Prange-Kadanoff cancellation: limits and scales

Conventions. ħ = k_B = 1 in formulas, energies count from the Fermi level, N is the band density of states per spin, and A(ε,ω) = −(1/π) Im[ω − ε − Σ(ω)]⁻¹ with Γ = −Im Σ = 1/2τ. The phonons are in equilibrium, and α²F(Ω) = λ(Ω/ω_D)² below ω_D, so that 2∫α²F dΩ/Ω = λ. Band quantities v and m_b include all renormalisation except the phonon part.

The cancellation. If Σ is independent of k and the band is wide, A is a Lorentzian in ε at fixed ω, with

∫dε A = 1, ∫dε A² = 1/(2πΓ).

Re Σ only displaces the centre and drops out. The tunnelling density of states stays N, and the Kubo bubble gives σ = (2e²Nv²/3)∫dω(−∂f/∂ω)τ(ω) at any temperature. The electronic thermal conductivity has ω²/T in place of e². Vertex corrections replace τ by a transport time, again free of Re Σ. Phonons still cause resistance, through Γ. In quasiparticle terms N* = N(1+λ), v* = v/(1+λ), τ* = τ(1+λ) and ω_c* = ω_c/(1+λ), with ω_c = eB/m_b, so ℓ = v*τ*, N*v*²τ* and ω_c*τ* are bare.

Dimensional analysis. Prange and Kadanoff (1964) traced this to the kinetic equation, where 1+λ multiplies only the time derivative and so rescales time. Lengths and static ratios are untouched: r_c = k_F/eB, ω_cτ = ℓ/r_c, and the anomalous skin depth δ ~ (k_F/μ₀ωne²)^(1/3). An external clock exposes λ. Harmonic n of the orbital motion has the denominator

ω − Σ(ε+ω) + Σ(ε)‾ − nω_c → ω(1+λ) + i/τ − nω_c,

where the bar denotes complex conjugation. Scattering back into the thin skin is negligible, so λ enters and not its transport analogue. The Azbel-Kaner resonance lies at ω = neB/[m_b(1+λ)]. The controlling groups are λ, λω_D/E_F, x = ω/ω_D, t = T/ω_D, ωτ*, ℓ/r_c and δ/r_c.

Inputs for Cu. The compiled Debye temperature is 343 K (Wikipedia), so ω_D = 29.6 meV. Typical values are λ = 0.13 and k_F = 1.36 Å⁻¹. The choice m_b = 1.20 m_e makes m* = 1.36 m_e, typical of belly orbits. Then E_F = k_F²/2m_b = 5.87 eV, n = k_F³/3π² = 8.5 × 10²⁸ m⁻³, v = 1.31 × 10⁶ m/s and v* = 1.16 × 10⁶ m/s. We assume 70 GHz (0.290 meV, x = 0.0098), 4.2 K (t = 0.0122) and ℓ = 100 µm. All results are this model's.

Coupling. ω_c*/ω_c ≈ 1 − λ + λ² for small λ and (1 − 1/λ)/λ for large λ, crossing over at λ ~ 1; the large-λ form presumes that no polarons form.

Bandwidth. For a parabolic band the tunnelling density is N Re[1 + (ω − Σ)/E_F]^(1/2), with leading phonon term −Re Σ/2E_F. A flat band of half-width W loses the fraction 2Γ/πW. The scale is λω_D/E_F = 6.5 × 10⁻⁴, the order also of Migdal vertex terms and of the dependence of Σ on |k|. At ω = ω_D and T = 0, Re Σ = −λω_D(1 + 2 ln 2)/3 and Γ = πλω_D/3, which give +2.6 × 10⁻⁴ and, for W = E_F, −4.4 × 10⁻⁴. The cancellation fails only as λω_D/E_F approaches unity.

Frequency. At T = 0, Re Σ = ∫dΩ α²F ln|(Ω − ω)/(Ω + ω)|, whence

λ(ω) = −∂Re Σ/∂ω = λ[1 + x² ln|1/x² − 1|].

It rises as 2x² ln(1/x), returns to λ at x = 1/√2 (20.9 meV), is logarithmically singular at the sharp cutoff, and decays as −λ/2x², leaving the bare mass. The resonance averages λ(ω′) over a window of width ω, so at 70 GHz its relative change is below 8.9 × 10⁻⁴.

Temperature. Bose terms drop from the principal-value integral, so at the Fermi level λ(T) = ∫dω(−∂f/∂ω)λ(ω):

t ≪ 1: λ(T)/λ ≈ 1 + (2π²/3)t² ln(0.351/t),
t ≫ 1: λ(T)/λ ≈ (0.213/t²)(1 − 0.129/t²), with 0.213 = 7ζ(3)/4π².

The excess is 3.3 × 10⁻³ at 4.2 K, or 3.8 × 10⁻⁴ in the mass; sampling energies within T of the Fermi level adds a shift of the same order. The ratio is 1.09 at t = 0.15, falls through unity at t = 0.25 (84 K) and is 0.24 at 300 K. The damping Γ = 2π∫dΩ α²F/sinh(Ω/T) goes from 7πζ(3)λω_D t³ to πλT(1 − 1/12t²), and the leading forms meet at t = 0.345 (118 K).

Collisions. The factor 1/(1 − iωτ*) is 1 + iωτ* − (ωτ*)² at low frequency, so λ first appears in the phase. At high frequency it is (i/ωτ*)(1 − i/ωτ*), a reactive response with the mass m*. The crossover is ωτ* = 1.

Azbel-Kaner numbers. The fundamental sits at 3.39 T, against 3.00 T for the band mass, and the period in 1/B is 0.295 T⁻¹ against 0.333 T⁻¹. There r_c = 2.64 µm and ω_cτ = 38, a relative half-width of 2.6 per cent. With δ ≈ 0.11 µm, δ/r_c ≈ 0.04. An electron crosses the skin in a time of order (δ/r_c)^(1/2)/ω_c*, so retardation sets in at n²δ/r_c ~ 1, near n = 5. Neither the width nor δ/r_c is negligible beside the 13 per cent mass shift, so m* is read from the period of several low harmonics and not from one peak.

The phonon rate at the Fermi level is 1/τ* = 14πζ(3)λω_D t³/(1+λ) = 6.8 × 10⁶ T³ s⁻¹ with T in kelvin. It gives ωτ* ≈ 9 × 10² at 4.2 K, overtakes the impurity rate v*/ℓ at 12 K and reaches ωτ* = 1 at 40 K. Averaging over −∂f/∂ω multiplies the rate by 12/7 and lowers the last figure to 34 K. The resonance thus dies well before λ(T) collapses. Copper is anisotropic: typical coefficients are a few 10⁶ s⁻¹ K⁻³ on belly orbits and a few 10⁷ on necks. The isotropic model therefore overestimates belly damping by roughly a factor of two to four and underestimates neck damping, and its crossover temperatures shift only as the cube root of such factors.